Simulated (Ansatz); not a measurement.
# BN: the change of energy above lowest point with volume scale

Results calculated with Ansatz 0.2.0, not measured. Free energy against uniform scaling of the volume at fixed shape and fractions; periodic cell, basis, potentials, k mesh and filling as listed.

The cell before it is scaled or strained (space group F-43m, No. 216):
```
BN
1.0
      0.0000     1.8075     1.8075
      1.8075     0.0000     1.8075
      1.8075     1.8075     0.0000
B N
1 1
Direct
  0.00000 0.00000 0.00000
  0.25000 0.25000 0.25000
```

Settings of every row: functional LDA; dispersion none; potentials all-electron LAPW; k mesh 8x8x8; k shift 0x0x0; occupations fixed; smearing width 0 eV; spin none.

```csv
row,volume scale,V (Å³/atom),energy above lowest point (meV/atom)
1,0.94,5.551,7.8
2,0.96,5.669,0.6
3,0.98,5.787,0
4,1,5.905,5.2
5,1.02,6.023,15.8
6,1.04,6.141,?
7,1.06,6.26,51.1
```

Question: what energy above lowest point should row 6 give?

Worked fit of energy above lowest point. Take u = (V_r/V)^(2/3) − 1 with V_r = 5.846 Å³ an atom, which is twice the finite (Eulerian) strain; such expansions in the strain, on which the Birch-Murnaghan equation of state is built, carry the rest volume and the bulk modulus. The shown rows have u = 0.03512, 0.02071, 0.00679, -0.00667, -0.01969, -0.04459. Least squares give energy above lowest point = 1.89 − 392.1 × u + 15952 × u² meV/atom; a straight line predicts inner rows, each left out in turn, worse (root mean square 10 against 0.03 meV/atom). All shown rows lie on it to the printed digit. Its lowest point lies at u = 0.0123, or V = 5.74 Å³ an atom, and the curvature there gives the bulk modulus at fixed shape and fractions, B = (4/9)(1 + u)² E″(u)/V = 406 GPa. The withheld row has u = -0.03229, so the fit gives 1.89 − 392.1 × (-0.03229) + 15952 × (-0.03229)² = 31.2 meV/atom.

The calculation gave 31.3 meV/atom. The fit lies 0.1 meV/atom (0.2 % of the column's range) below it, one unit of the last digit.
